**Q:** I have a calculated series for ordered TiCo, a cubic crystal with one Ti and one Co atom per cell. Five cells are worked out, and two more have been stretched further. Can I say what those two will give before I look?

**A:** Try it, and put a range on each forecast so that it can fail. Use only the five known cells. The energies are per atom, counted from the minimum of the curve, while the cell moment is the magnetic moment of the whole two-atom cell.

GPAW 26.7.0, PBE with collinear spins and PAW data sets (gpaw-data 1.2.1), for cubic TiCo (Pm-3m): plane-wave cutoff 600 eV, 9×9×9 k mesh, Fermi-Dirac smearing of 0.05 eV, ferromagnetic start. Energies are counted from the minimum of the fitted equation of state, and moments are per two-atom cell.

| volume (Å³/atom) | energy (meV/atom) | pressure (GPa) | cell moment (μB) |
| --- | --- | --- | --- |
| 12.51 | 28.210 | 10.470 | 0.700 |
| 12.78 | 12.330 | 6.220 | 0.740 |
| 13.05 | 3.060 | 2.420 | 0.790 |
| 13.31 | 0.040 | -1.020 | 0.820 |
| 13.58 | 2.380 | -4.130 | 0.840 |
| 13.85 | ? | ? | ? |
| 14.11 | ? | ? | ? |

**Q:** Where should I start? The energy looks like a simple bowl.

**A:** Start with the pressure, because its steps show how stiff the crystal is. The volumes are equally spaced, each step being 2 % of the cell at 13.31 Å³/atom. Between the two most compressed cells the pressure drops by 10.47 − 6.22 = 4.25 GPa. Between the last two known cells it drops by only 4.13 − 1.02 = 3.11 GPa.

**Q:** So the same stretch meets less resistance in a larger cell.

**A:** Yes. The bulk modulus, which is the pressure change per relative change of volume, falls from roughly 200 to roughly 160 GPa across the known cells. The reason is general for metals. When atoms are pushed together, the repulsion between their electron clouds climbs steeply, whereas the bonding that holds them weakens only gradually when they are pulled apart. The bowl is therefore steeper on the squeezed side than on the stretched side.

**Q:** Then an ordinary spring would mislead me.

**A:** It would, because a spring has one stiffness for all lengths. In this language it is a parabola in volume, with a pressure that falls along a straight line. Three of your five cells are compressed, so a parabola takes much of its stiffness from the hard side and carries it over to the soft side. It must then overrate the energy of the stretched cells.

**Q:** What do I put in its place?

**A:** Keep the parabola, but change what it is a parabola of. Take V as the volume, V₁ as the volume of the cell at 13.31 Å³/atom, and

z = (V₁/V)^(2/3) − 1.

This measure of strain changes quickly on compression and slowly on expansion. An energy that is quadratic in z therefore softens by itself as the cell grows. It is the Birch-Murnaghan equation of state in its simplest form, in which the modulus rises by 4 GPa for each GPa of applied pressure.

**Q:** Why 4?

**A:** It follows from the algebra of the quadratic form, and many metals lie near it. A freely adjustable value would need a fourth coefficient, and with five energies that would leave the curve too free to follow small numerical noise. I would rather fix the value at 4 and let the error bar carry the doubt.

**Q:** Let me work out the outermost cell. A least-squares fit to the five known energies gives E = 20.12 z + 15432 z² in meV/atom, with a constant too small to matter. The outermost cell is 6 % larger than the one at 13.31, so

z = 1.06^(−2/3) − 1 = −0.0381.

The linear term is −0.77 and the quadratic term is 22.40, which makes 21.6 meV/atom.

**A:** Good, and that cell had no part in the fit. The large coefficient has a plain meaning: it is close to 9/8 times the bulk modulus times the equilibrium volume per atom. The small linear term only says that the minimum lies slightly above 13.31. For another metal, the cost of the same percentage stretch scales with modulus times volume per atom.

**Q:** And the range?

**A:** Ask what happens if the modulus rises by 5 GPa per GPa instead of 4, with the values at the central cell kept. The outermost energy then drops by about 0.4 meV/atom, and the one before it by about 0.1. Rounded up, those are your error bars.

**Q:** So for the energy I write 9.8 ± 0.2 meV/atom at 13.85 and 21.6 ± 0.5 meV/atom at 14.11. The parabola in volume, fitted to the same five cells, would put the last one at 26.3.

**A:** That is a gap worth testing. Now the pressure.

**Q:** Pressure is minus the slope of energy against volume, so I could differentiate my curve. But something is odd. At 13.31 the energy is almost at its minimum, and yet the pressure is already −1.02 GPa.

**A:** You have found a real disagreement between two columns. In all five known cells the computed pressure lies between 1.1 and 1.3 GPa below the value that the slope of the fitted energy curve gives. If you searched for zero pressure, you would settle near 13.23 Å³/atom, whereas the energy has its minimum near 13.32.

**Q:** Is the crystal under some tension that the energy overlooks?

**A:** More likely it is Pulay stress, which comes from describing the electrons with a finite set of plane waves. The pressure is evaluated with that set held fixed. Along the energy curve the cutoff is held fixed instead, so a larger cell receives more waves, and these lower its energy a little. The slope of the energy then suggests a higher pressure than the direct evaluation does, which is the sign seen here. A run with a higher cutoff should shrink the offset if this is the cause.

**Q:** Then I shouldn't predict the pressure column from the energy column.

**A:** No, fit the pressures themselves. Differentiating the quadratic form gives P = (V₁/V)^(5/3) (p₀ + p₁ z), and p₀ can absorb the offset. The fit to the five known pressures gives p₀ = −1.021 GPa and p₁ = 248.2 GPa. The same doubt about the modulus sets the range.

**Q:** That makes −6.96 ± 0.2 GPa at 13.85 and −9.5 ± 0.3 GPa at 14.11, still falling by smaller steps. The moment remains. It grows with volume, from 0.70 to 0.84 Bohr magnetons. Why should stretching a metal make it more magnetic?

**A:** Magnetism here is a bargain. Moving electrons from one spin direction to the other gains exchange energy, but it forces them into higher band states. When the atoms move apart, their d orbitals overlap less and the bands become narrower, so the price of the transfer falls. That is the standard explanation, and the rise in the table agrees with it.

**Q:** Can I hold a magnet to TiCo, then?

**A:** No. Real ordered TiCo is a paramagnet without ferromagnetic order. PBE, the density functional used here, tends to overstate moments in such weakly magnetic metals, because it leaves out the spin fluctuations that wear them down. You are forecasting the behaviour of this calculation and not of a sample in the laboratory.

**Q:** Understood. Does the calculated moment grow for ever?

**A:** For a moderate stretch I would guess at a soft ceiling, though atoms pulled far apart would regain the larger moments of free atoms. Ti brings 4 valence electrons and Co brings 9. Transition-metal compounds with this structure often have a dip in the density of states once six electrons of one spin are placed. If the minority spin stops at six, the majority spin holds seven, and the moment tends to 1 Bohr magneton.

**Q:** The last known steps are indeed smaller than the first ones. How do I turn that into a number?

**A:** Follow the shortfall from 1 and let it decay exponentially with volume. That form is an assumption, chosen because it is the simplest way to approach a ceiling. Fitted to the five known moments, it removes about 15 % of the remaining shortfall with each 2 % of volume. For the range, allow for growth that nearly stops and for growth that keeps its average pace.

**Q:** Then I write 0.87 ± 0.02 at 13.85 and 0.89 ± 0.04 at 14.11, a slower rise than the average over the known cells. May I look?

**A:** You may.

The withheld rows as computed:

| volume (Å³/atom) | energy (meV/atom) | pressure (GPa) | cell moment (μB) |
| --- | --- | --- | --- |
| 13.85 | 9.620 | -6.930 | 0.850 |
| 14.11 | 21.390 | -9.450 | 0.870 |

**Q:** Both energies are inside their ranges, at 9.62 and 21.39 meV/atom. My curve is too high by between 1 and 2 % of the computed value in each case. The parabola misses the outermost cell by 23 %.

**A:** So the softening seen on the squeezed side does continue on the stretched side. Your small error also has a readable origin. The equation of state reported for this calculation has a modulus of 163.6 GPa that rises by 4.21 GPa per GPa, while your five cells gave 164.7 GPa with the rise held at 4. The reported equation was fitted to all seven cells, so it describes your miss and is no independent test of it.

**Q:** Is that enough to explain the miss?

**A:** Nearly. At the outermost cell, the modulus that is 0.7 % too high adds about 0.15 meV/atom, and the slightly low rise adds about 0.1. Together they account for nearly all of the 0.25 by which your curve overshoots. Because the rise was fixed a little too low, the fit to mostly compressed cells made up for it with a stiffer modulus, and that stiffness was then carried to the stretched side.

**Q:** The pressures came out at −6.93 and −9.45 GPa, both within 0.1 GPa of the forecast. The steps went on shrinking too.

**A:** The pressure was the easier task. It already shows the slope of the energy curve, so its own trend reveals the softening more directly. Letting the fit absorb the offset was essential, since an offset of about 1 GPa is several times your error bar.

**Q:** The moment is my weakest forecast. I get 0.85 where I wrote 0.87, just at the edge of the range, and 0.87 where I wrote 0.89.

**A:** Both are too high by about 0.02. Your claim of a slower rise holds at both new steps, although the table hides it. There the final step looks larger than the one before, but that is only rounding. With more decimals the last known step is 0.022, and the two new ones are 0.015 and 0.011. The growth slows even faster than your decay law allows. Each new cell removes less than 10 % of the remaining shortfall instead of 15 %, and that is the main reason why both forecasts are too high.

**Q:** Does the ceiling at 1 survive?

**A:** It is neither confirmed nor excluded. The shortfall shrank from 0.16 to 0.13 over the two new cells, whereas your decay law would have brought it to 0.11. The same law with a somewhat lower ceiling would follow the computed moments more closely, but these seven cells can't show where the rise ends. What remains open is whether the minority spin really comes to rest in a dip of the density of states as the cell grows, and the density of states of the most stretched cell would be the place to look.
